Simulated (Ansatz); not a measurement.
# A series in volume scale on LiH

All results are calculated (Ansatz 0.2.0). Free energy against uniform scaling of the volume at fixed shape and fractions; periodic cell, basis, potentials, k mesh and filling as listed.

The cell before it is scaled or strained (space group Fm-3m, No. 225):
```
CELL_PARAMETERS angstrom
0.00000 2.03680 2.03680
2.03680 0.00000 2.03680
2.03680 2.03680 0.00000
ATOMIC_POSITIONS crystal
Li 0.00000 0.00000 0.00000
H 0.50000 0.50000 0.50000
```

Settings of every row: functional LDA; dispersion none; accuracy low; potentials PAW; wave cutoff 489.8 eV; density cutoff 1959.2 eV; k mesh 8x8x8; k shift 0x0x0; occupations cold; smearing width 0.1 eV; spin none; SCF threshold exponent -5.

Limits: loose SCF threshold; minimum outside the range.

| row | volume scale | V (Å³/atom) | energy above lowest point (meV/atom) |
| --- | --- | --- | --- |
| 1 | 0.92 | 7.774 | 0 |
| 2 | 0.9467 | 7.999 | 2.8 |
| 3 | 0.9733 | 8.224 | 7 |
| 4 | 1 | 8.45 | 12.2 |
| 5 | 1.0267 | 8.675 | 18.4 |
| 6 | 1.0533 | 8.9 | ? |
| 7 | 1.08 | 9.126 | 33.3 |

Question: what energy above lowest point should row 6 give?

Worked fit of energy above lowest point. Take u = (V_r/V)^(2/3) − 1 with V_r = 8.337 Å³ an atom, which is twice the finite (Eulerian) strain; such expansions in the strain, on which the Birch-Murnaghan equation of state is built, carry the rest volume and the bulk modulus. The shown rows have u = 0.04772, 0.02798, 0.00914, -0.00894, -0.02615, -0.0585. Least squares give energy above lowest point = 9.45 − 292.1 × u + 1974 × u² meV/atom; a straight line predicts inner rows, each left out in turn, worse (root mean square 2.2 against 0.052 meV/atom). The rows lie off it by 0.0, 0.0, 0.1, 0.0, 0.0, 0.0. The withheld row has u = -0.04263, so the fit gives 9.45 − 292.1 × (-0.04263) + 1974 × (-0.04263)² = 25.5 meV/atom.

The calculation gave 25.5 meV/atom. The fit meets it to the printed digit.
